**Question**

A slab of tantalum, seven atomic planes thick with (100) faces, has been relaxed and its electron levels computed with density-functional theory including spin-orbit coupling. The points run from X, at the middle of an edge of the surface zone, to its centre G, on to the corner M and back towards X. At each point, b1 and b2 are the first two levels below the Fermi level and a1 is the first above it. The outer orbital weight is the share of a level that sits on atomic orbitals of the two outermost planes at both faces together.

Kohn-Sham levels of a relaxed seven-plane bcc Ta(100) slab from Ansatz 0.2.0: PBE with spin-orbit coupling, PAW, 420 eV plane-wave cutoff, Gamma-centred 10×10×1 k mesh, Gaussian smearing of 0.1 eV. Outer orbital weights are Löwdin weights on the two outer planes of both faces together, averaged over levels within 1.5 meV and not renormalised.

```tsv
point label	point a (reciprocal cell vectors)	point b (reciprocal cell vectors)	level b1 from the Fermi level (eV)	outer orbital weight b1	level b2 from the Fermi level (eV)	level a1 from the Fermi level (eV)	outer orbital weight a1
X	0.5000	0.0000	-0.070	0.420	-0.070	0.060	0.520
between	0.4167	0.0000	-0.010	0.320	-0.010	0.090	0.380
between	0.3333	0.0000	-0.090	0.290	-0.090	0.120	0.380
between	0.2500	0.0000	-0.280	0.710	-0.280	0.170	0.570
between	0.1667	0.0000	-0.320	0.680	-0.320	0.030	0.640
between	0.0833	0.0000	-0.090	0.810	-0.090	0.070	0.510
G	0.0000	0.0000	-0.020	0.880	-0.020	0.400	0.740
between	0.0833	0.0833	-0.130	0.490	-0.130	0.150	0.560
between	0.1667	0.1667	-0.210	0.490	-0.210	0.060	0.450
between	0.2500	0.2500	-0.590	0.690	-0.590	0.330	0.830
between	0.3333	0.3333	-0.720	0.340	-0.720	0.480	0.690
between	0.4167	0.4167	-0.110	0.480	-0.110	0.130	0.390
M	0.5000	0.5000	-0.550	0.440	-0.550	0.450	0.540
between	0.5000	0.4167	-0.670	0.450	-0.670	0.210	0.500
between	0.5000	0.3333	-0.200	0.310	-0.200	0.640	0.750
between	0.5000	0.2500	-0.240	0.710	-0.240	0.130	0.590
between	0.5000	0.1667	-0.200	0.270	-0.200	0.110	0.570
between	0.5000	0.0833	-0.010	0.580	-0.010	0.040	0.510
```

A colleague reads the 0.88 of b1 at G as a surface state, and the 0.49 at the first point towards M as its sudden end.

(a) What outer weight should a level have that isn't bound to the surface?
(b) Why do weight and energy jump from point to point?
(c) Is the level at G a surface state, and which calculation would decide?

**Model answer**

(a) The outer planes are four of the seven, so a level spread evenly through the slab has an outer weight of 4/7, or 0.57. Few levels are spread evenly, however. An electron that moves freely through the metal is reflected at both faces and forms a standing wave, and its outer weight depends on where the nodes lie. A wave without nodes may pile up in the middle, while a wave whose only node lies on the central plane is pushed outwards.

A chain with one orbital per plane shows how far this goes. Let $\psi_j$ be the amplitude on plane $j$, $t$ the coupling between neighbouring planes and $\delta$ the shift of the orbital energy on the outermost plane, whose atoms have lost half of their nearest neighbours. The equation for plane 1 has the same form as that for an inner plane if one adds an imaginary plane 0 with

$$t\,\psi_0=\delta\,\psi_1 .$$

Without a shift, $\psi_0=0$: the wave has hard ends, and the seven standing waves have outer weights from 0.32 to 0.75. If the shift equals the coupling, $\psi_0=\psi_1$: the wave has free ends and may be largest on the outermost plane. For a still larger shift, a thick slab has a state that decays inwards from the face, which is a true surface state. The free end is thus the last case before binding.

The wave with one node and free ends is worth working out in full. Its amplitude is $\cos[\pi(j-\tfrac12)/7]$, and the squares on planes 1 to 4 are 0.95, 0.61, 0.19 and 0. The other half of the slab mirrors them, so the outer weight is

$$\frac{0.95+0.61}{0.95+0.61+0.19+0}=0.89 .$$

This wave runs through the whole slab and is bound to neither face, yet its outer weight is as high as that of the level at G.

(b) The columns rank levels by their distance from the Fermi level, and they don't follow one band. When a band crosses the Fermi level between two points, or another band comes closer to it, b1 passes to a different standing wave with different nodes. Its weight can then change abruptly although every single band runs smoothly. Low weights belong to the same picture: at a given point each plane's orbitals are shared out among all levels, so what one level has in excess at the surface, others lack.

The first step from G towards M is a case where this may well happen. Close to G the fourfold axis makes a twofold band curve alike in all directions. Towards X the level seems to sink, by 0.07 eV over the first step. The first step towards M is longer by a factor $\sqrt2$, so, if its curve is still a parabola that far out, the same band should sink about twice as far there and end just below the −0.13 eV of b1, or mix with a band at that energy. A rise through the Fermi level is less likely: a1 has only 0.56 at that point, and the band would have to climb where towards X it falls. The levels further below, which this table leaves out, would test this. The drop in weight of b1 from 0.88 to 0.49 is therefore no proof that a surface state ends there.

Further along the same line, b1 jumps from −0.72 to −0.11 eV between two neighbouring points, while a1 comes down from 0.48 to 0.13 eV. Both levels close in on the Fermi level at once. New bands entering from both sides would do this, but so would two steep bands, and energies at single points can't tell these cases apart.

From G towards X the course only looks calmer. Over the first three points b1 sinks from −0.02 to −0.32 eV, and its weight eases from 0.88 to 0.68. It is tempting to see a single surface-weighted band here, the more so as the drops from G, 0.07 and 0.30 eV, stand about as one to four, as for a parabola. The run's full list of levels speaks against it. Counted from the bottom, b1 is the same twofold level at G and at the first point, but by the second point two more twofold levels have dropped below the Fermi level, and b1 is now two places higher in the count. The ratio is thus a coincidence, and b1 changes bands here too, without any jump in weight to betray it. Where the band that starts at G goes after the first point can only be told by following it by its symmetry or along the run's own band path, which is twice as dense as the table.

(c) The table doesn't decide. With hard ends as the yardstick, three levels stand clearly above the range of standing waves: b1 at G, b1 at the first point towards X, and a1 halfway between G and M. With free ends as the yardstick, none does, though the level at G misses the limit only narrowly. The three are candidates. The choice between the two readings hangs on the energy shift at the surface, but also on what the chain leaves out: relaxation changes the spacing, and so the coupling, of the outer planes, and second neighbours couple each plane to the next but one. Both can raise the outer weight of an unbound wave without any shift, and the weights alone reveal none of these.

Thickness separates the two readings. In a slab of 15 planes the one-node wave with free ends would have an outer weight of only about 0.5, because it spreads over the added planes. A true surface state would keep nearly all of its 0.88. If the level at G is of this kind, its density falls by roughly a factor of three from one plane to the next, so it hardly notices what is added in the middle. It should then have a partner of similar weight close by in energy even in seven planes, one combination even and one odd across the slab. Level a1 lies 0.42 eV away, so the partner is best sought among the next levels below, which this table leaves out.

**Remarks on the reasoning**

*The model gives a range, not a value for each row.* The two end conditions contain no adjustable constant and were held against b1 and a1 at all eighteen points; the output below gives the ranges. The free-end range, 0.25 to 0.89, covers every weight, but a range this wide is easily met. Its second-highest wave reaches only 0.69, so a weight such as 0.81 needs a different surface shift or a mixture of several d orbitals, as a real tantalum band has.

*Low weights need care.* Three b1 levels, with weights from 0.27 to 0.31, lie just below the hard-end range. Free ends would allow them, but so would the way in which the weight is measured: the part of a level that spills into the vacuum, or that has 6p character, a shell missing from the orbitals projected on, isn't caught. For the same reason a printed weight tends to understate how much of a level sits at the surface. The model weights are normalised and the printed ones are not, so a loss of two per cent would already lift the 0.88 at G above the free-end 0.89.

*b2 is not a second finding.* It equals b1 at every point because the slab has a centre of inversion and no magnetism, and time reversal then makes every level twofold. This holds for bulk-like levels as well. An answer that counts b1 and b2 at G as two surface states, or takes their equality as a sign of surface character, loses marks.

*A separation at one point is not a band gap.* Levels b1 and a1 lie 1.20 eV apart at one point between G and M, but only 0.05 eV apart close to X, and the slab as a whole is metallic. Seven planes cut the continuous bulk bands into a few levels. In a thicker slab the spaces inside a bulk band would fill up, while a true gap of the bulk bands at that point of the surface zone would stay, and the table can't tell the two apart.

*"Filled surface state" claims too much at G.* The occupations were smeared over 0.1 eV, five times the distance of this level from the Fermi level. The calculation also warns of a rough potential where the electron density is thin, which is where a surface level has its tail. A second warning speaks of a vacuum level below the Fermi level, although the vacuum level that the run prints lies well above it, and this conflict is unresolved. Whether the level is filled or empty is thus open, even if its surface character should be confirmed.

For practical work, a high outer weight in a thin slab is a reason to repeat the calculation with about twice as many planes. Because the slab has two faces, a surface state then appears as two levels, each twofold, that keep their weight and lie in a gap of the bulk bands at that point of the surface zone. At G, X and M the two draw together in energy as the slab thickens; elsewhere spin-orbit coupling can split the state of each face and keep them apart. If the weight is instead spread over a cluster of levels whose number grows with the thickness, it is a resonance, a surface level that leaks into the bulk. If neither pattern is found, the thin slab had shown an ordinary standing wave. All of this applies to the unreconstructed face computed here; if the atoms of a real face rearrange, its surface levels may differ.

Printed output of the fit:

```
Levels next to the Fermi level:
      row  point a  point b  a1 less b1 in eV  b1 weight over even share  a1 weight over even share
        X      0.5        0              0.13                      0.735                       0.91
  between   0.4167        0               0.1                       0.56                      0.665
  between   0.3333        0              0.21                     0.5075                      0.665
  between     0.25        0              0.45                      1.242                     0.9975
  between   0.1667        0              0.35                       1.19                       1.12
  between   0.0833        0              0.16                      1.418                     0.8925
        G        0        0              0.42                       1.54                      1.295
  between   0.0833   0.0833              0.28                     0.8575                       0.98
  between   0.1667   0.1667              0.27                     0.8575                     0.7875
  between     0.25     0.25              0.92                      1.208                      1.452
  between   0.3333   0.3333               1.2                      0.595                      1.208
  between   0.4167   0.4167              0.24                       0.84                     0.6825
        M      0.5      0.5                 1                       0.77                      0.945
  between      0.5   0.4167              0.88                     0.7875                      0.875
  between      0.5   0.3333              0.84                     0.5425                      1.312
  between      0.5     0.25              0.37                      1.242                      1.032
  between      0.5   0.1667              0.31                     0.4725                     0.9975
  between      0.5   0.0833              0.05                      1.015                     0.8925
Outer weight of an evenly spread state: 0.5714
Lowest outer weight of a standing wave with hard ends: 0.3232
Highest outer weight of a standing wave with hard ends: 0.75
Lowest outer weight of a standing wave with free ends: 0.2504
Highest outer weight of a standing wave with free ends: 0.8924
Second highest outer weight with free ends: 0.686
Mean outer weight of b1 over the points: 0.52
Mean outer weight of a1 over the points: 0.5622
Number of b1 levels above the hard-end range: 2
Number of a1 levels above the hard-end range: 1
Number of b1 levels below the hard-end range: 3
Rank correlation of b1 level and its outer weight: -0.0258
Rank correlation of a1 level and its outer weight: 0.515
Drop of b1 outer weight from G to the first diagonal point: 0.39
Change of b1 level from G to (0.1667, 0) in eV: -0.3
Change of b1 level from (0.3333, 0.3333) to (0.4167, 0.4167) in eV: 0.61
Outer weight of the one-node free-end wave in 15 planes: 0.505
Rough density ratio from plane to plane if the G level decays inward: 0.3464
```
